**Clamped equal-biaxial strain of bulk PtSe2: Birch form, stiffness and the Se force**

The table holds energy change, summed in-plane stress and pressure for five strains of CdI2-type PtSe2 at fixed $c$ and fixed fractional coordinates, from plane-wave PAW PBE+D3(BJ) calculations with Ansatz 0.2.0, starting from an unrelaxed cell. The program checks energy against integrated stress and fits a second-order Eulerian (Birch-type) form, a parabola and a cubic to the energies, testing each on the stresses. The two-parameter Eulerian form reproduces the stresses to 0.28 GPa rms, against 4.43 GPa for the parabola and 0.33 GPa for the three-parameter cubic. The in-plane stress vanishes near strain 0.012, where the clamped-ion $C_{11}+C_{12}$ is about 320 GPa. With the Se force taken as outward under compression, it accounts for 83 % of the swing of the zz stress, while a model of Pt–Se bond stretching alone overshoots the force swing by a factor of 1.58.

Bulk PtSe2 (P-3m1, 3-atom cell, a = 3.724, c = 5.062 Å, not relaxed at this level), strained equally along x and y at fixed c and fractional coordinates. Ansatz 0.2.0, scalar-relativistic plane-wave PAW, PBE+D3(BJ), no spin polarisation, cutoff 420 eV, k mesh 15×15×10, Gaussian smearing 0.15 eV. Energies are free energies relative to zero strain; tensile stress is σxx + σyy.

## Program and output

```python
# Table: bulk PtSe2, strain (1,1,0,0,0,0) at fixed c and fractional coordinates; energy, xx+yy stress, pressure;
# Ansatz 0.2.0, PAW, PBE+D3(BJ). Tested: energy-stress consistency, second-order Eulerian (Birch) form against
# harmonic and cubic forms, split of the zz stress by the Se force, and a bond-stretch-only picture.
T = {
    'strain': [-0.06, -0.03, 0.0, 0.015, 0.045],
    'energy_change': [257.6, 76.2, 0.0, -6.0, 33.6],  # meV/atom
    'tensile_stress_along_pattern': [-68.1, -33.85, -8.33, 1.75, 17.56],  # GPa
    'pressure': [29.5, 14.46, 3.47, -0.81, -7.44],  # GPa
}
import numpy as np
from scipy.constants import e as qe
from scipy.optimize import brentq
x, E, S, p = (np.array(T[k], float) for k in ('strain', 'energy_change', 'tensile_stress_along_pattern', 'pressure'))
# typed from further outputs of the same runs: cell (A), Pt-Se distance (A), z force on one Se (eV/A), energies (eV/cell)
a, c = 3.724, 5.062
d = np.array([2.385, 2.439, 2.495, 2.523, 2.579]); F = np.array([2.5359, 1.4308, 0.5953, 0.2604, -0.2739])
Ef = np.array([0.7729, 0.22855, 0, -0.018027, 0.10086]); E0 = np.array([0.77232, 0.22823, 0, -0.017833, 0.10153])
G = qe*1e21; V0 = np.sqrt(3)/2*a*a*c; V = V0*(1+x)**2; k = 1000*V0/(3*G)
def row(l, v, n=2): print(l + ': ' + ' '.join(f'{t:.{n}f}' for t in v))
fit = lambda y, n=4: np.poly1d(np.polyfit(x, y, n))
rms = lambda v: np.sqrt(np.mean(v**2))
print(f'V0 = {V0:.2f} A^3; rounding: energy 0.05 meV/atom, stress 0.005 GPa, derived zz 0.02 GPa, V0 0.04 % = {4e-4*E.max():.1f} meV/atom at most')
row('strain', x, 3); row('stress per axis, tension + (GPa)', S/2)
sl = np.diff(S)/np.diff(x); row('slope of xx+yy stress between rows (GPa)', sl, 0)
print(f'first/last slope = {sl[0]/sl[-1]:.2f}')
g = fit((1+x)*S); I = g.integ(); Ei = lambda u: k*(I(u)-I(0)); dI = Ei(x)-E
row('integrated stress minus energy column (meV/atom)', dI)
print(f'dE/de at 0 (eV/cell): from stress {V0*S[2]/G:.3f}, quartic through energies {3e-3*fit(E).deriv()(0):.3f}')
row('smearing: sigma->0 minus free energy (meV/atom)', (E0-Ef)*1000/3)
eta = ((1+x)**-2-1)/2; R = {}
for name, u, du, n in (('harmonic in e', x, 1+0*x, 2), ('cubic in e', x, 1+0*x, 3), ('Eulerian 2nd order', eta, -(1+x)**-3, 2)):
    M = np.array([u**j for j in range(1, n+1)]).T; D = np.array([j*u**(j-1)*du for j in range(1, n+1)]).T
    co = np.linalg.lstsq(M, E, rcond=None)[0]; rE = M@co-E; rS = D@co/(k*(1+x))-S; R[name] = rms(rS)
    print(f'{name}: coefficients (eV/cell) ' + ' '.join(f'{t*3e-3:.2f}' for t in co) + f'; rms E {rms(rE):.2f} meV/atom, rms stress {rms(rS):.2f} GPa')
    row('  energy residual (meV/atom)', rE); row('  predicted minus table stress (GPa)', rS)
xm = brentq(g, 0, 0.015); zz = 3*p+S
print(f'xx+yy stress zero at strain {xm:.4f}, a = {a*(1+xm):.3f} A, energy {Ei(xm):.2f} meV/atom; Eulerian minimum at {(1-co[0]/co[1])**-0.5-1:.4f}')
print(f'zeros: zz stress {brentq(fit(zz),0,0.015):.4f}, pressure {brentq(fit(p),0,0.015):.4f}, Se force {brentq(fit(F),0.015,0.045):.4f}; Se force at stress zero {fit(F)(xm):.2f} eV/A')
an = g.deriv(2)(xm)/g.deriv()(xm)
print(f"E'''/E'' at minimum: from stress {an:.1f}, Eulerian form {-9/(1+xm):.1f}, harmonic 0")
lin = k*g(0)*x; qu = k*g.deriv()(0)*x*x/2
row('linear (pre-stress) term (meV/atom)', lin, 1); row('quadratic term (meV/atom)', qu, 1); row('higher terms (meV/atom)', E-lin-qu, 1)
lo, hi = Ei(xm-0.03)-Ei(xm), Ei(xm+0.03)-Ei(xm)
print(f'cost of -0.03 / +0.03 about the minimum: {lo:.1f} / {hi:.1f} meV/atom, ratio {lo/hi:.2f}')
for n in (4, 3):
    C = lambda y, u: (1+u)*fit(y, n).deriv()(u)/2
    print(f'degree {n}: clamped C11+C12 at 0, minimum, 0.045 = {C(S,0):.0f} {C(S,xm):.0f} {C(S,x[-1]):.0f} GPa; C13 at 0, minimum = {C(-zz,0):.0f} {C(-zz,xm):.0f} GPa')
print(f'C11+C12 at 0 from energy curvature {fit(E).deriv(2)(0)/k/2:.0f} GPa; pre-stress shift expected {S[2]/2:.1f} GPa')
print(f'stress per axis for -1 % / +1 % about the minimum: {fit(S)(xm-0.01*(1+xm))/2:.2f} / {fit(S)(xm+0.01*(1+xm))/2:.2f} GPa')
r = a*(1+x)/np.sqrt(3); hh = np.sqrt(d*d-r*r); h = hh.mean()
row('Se height from distances (A)', hh, 3)
print(f'mean height {h:.3f} A, z = {h/c:.3f}, gap between Se sheets {c-2*h:.3f} A')
row('Pt-Se change from strain 0 (%)', 100*(d/d[2]-1)); row('Se-Se across gap (A)', np.sqrt(r*r+(c-2*h)**2))
vir = 2*h*F/V*G
row('zz stress 3p+T, compression + (GPa)', zz); row('Se force part 2hF/V, force taken outward (GPa)', vir)
row('rest: change of c at fixed layer thickness (GPa)', zz-vir)
row('rest if the force were inward (GPa)', zz+vir)
print(f'swing over scan: zz {np.ptp(zz):.1f}, force part {np.ptp(vir):.1f} ({100*np.ptp(vir)/np.ptp(zz):.0f} %), rest {np.ptp(zz-vir):.1f}, per axis {np.ptp(S)/2:.1f} GPa')
Fb = -V*S/G*h/(2*r*r)
row('Se force computed (eV/A)', F); row('Se force, bond stretch only (eV/A)', Fb); row('model minus computed (eV/A)', Fb-F)
print(f'force swing: computed {np.ptp(F):.2f}, bond stretch only {np.ptp(Fb):.2f} eV/A, ratio {np.ptp(Fb)/np.ptp(F):.2f}')
assert np.all(sl > 0) and np.all(np.diff(sl) < 0)
assert np.abs(dI).max() < 1.0
assert R['Eulerian 2nd order'] < R['harmonic in e']/3
assert -11 < an < -7
```

Printed output:

```
V0 = 60.80 A^3; rounding: energy 0.05 meV/atom, stress 0.005 GPa, derived zz 0.02 GPa, V0 0.04 % = 0.1 meV/atom at most
strain: -0.060 -0.030 0.000 0.015 0.045
stress per axis, tension + (GPa): -34.05 -16.93 -4.17 0.88 8.78
slope of xx+yy stress between rows (GPa): 1142 851 672 527
first/last slope = 2.17
integrated stress minus energy column (meV/atom): 0.02 -0.03 0.00 -0.01 0.01
dE/de at 0 (eV/cell): from stress -3.161, quartic through energies -3.160
smearing: sigma->0 minus free energy (meV/atom): -0.19 -0.11 0.00 0.06 0.22
harmonic in e: coefficients (eV/cell) -4.08 144.04; rms E 4.24 meV/atom, rms stress 4.43 GPa
  energy residual (meV/atom): -3.06 7.86 0.00 -3.62 2.36
  predicted minus table stress (GPa): 8.19 -0.73 -2.43 -1.14 4.83
cubic in e: coefficients (eV/cell) -3.13 137.78 -412.46; rms E 0.12 meV/atom, rms stress 0.33 GPa
  energy residual (meV/atom): -0.03 0.12 0.00 0.23 -0.03
  predicted minus table stress (GPa): 0.49 -0.13 0.09 0.14 -0.49
Eulerian 2nd order: coefficients (eV/cell) 3.13 130.76; rms E 0.23 meV/atom, rms stress 0.28 GPa
  energy residual (meV/atom): 0.16 -0.47 0.00 0.09 -0.14
  predicted minus table stress (GPa): -0.60 0.09 0.09 0.01 -0.12
xx+yy stress zero at strain 0.0122, a = 3.769 A, energy -6.32 meV/atom; Eulerian minimum at 0.0122
zeros: zz stress 0.0110, pressure 0.0120, Se force 0.0285; Se force at stress zero 0.32 eV/A
E'''/E'' at minimum: from stress -8.8, Eulerian form -8.9, harmonic 0
linear (pre-stress) term (meV/atom): 63.2 31.6 -0.0 -15.8 -47.4
quadratic term (meV/atom): 163.6 40.9 0.0 10.2 92.0
higher terms (meV/atom): 30.8 3.7 0.0 -0.4 -11.0
cost of -0.03 / +0.03 about the minimum: 40.2 / 33.7 meV/atom, ratio 1.19
degree 4: clamped C11+C12 at 0, minimum, 0.045 = 363 323 231 GPa; C13 at 0, minimum = 101 87 GPa
degree 3: clamped C11+C12 at 0, minimum, 0.045 = 363 322 233 GPa; C13 at 0, minimum = 101 87 GPa
C11+C12 at 0 from energy curvature 359 GPa; pre-stress shift expected -4.2 GPa
stress per axis for -1 % / +1 % about the minimum: -3.41 / 3.06 GPa
Se height from distances (A): 1.266 1.265 1.266 1.266 1.266
mean height 1.266 A, z = 0.250, gap between Se sheets 2.530 A
Pt-Se change from strain 0 (%): -4.41 -2.24 0.00 1.12 3.37
Se-Se across gap (A): 3.24 3.28 3.32 3.34 3.38
zz stress 3p+T, compression + (GPa): 20.40 9.53 2.08 -0.68 -4.76
Se force part 2hF/V, force taken outward (GPa): 19.15 10.15 3.97 1.69 -1.67
rest: change of c at fixed layer thickness (GPa): 1.25 -0.62 -1.89 -2.37 -3.09
rest if the force were inward (GPa): 39.55 19.68 6.05 1.01 -6.43
swing over scan: zz 25.2, force part 20.8 (83 %), rest 4.3, per axis 42.8 GPa
Se force computed (eV/A): 2.54 1.43 0.60 0.26 -0.27
Se force, bond stretch only (eV/A): 3.54 1.76 0.43 -0.09 -0.91
model minus computed (eV/A): 1.00 0.33 -0.16 -0.35 -0.64
force swing: computed 2.81, bond stretch only 4.45 eV/A, ratio 1.58
```
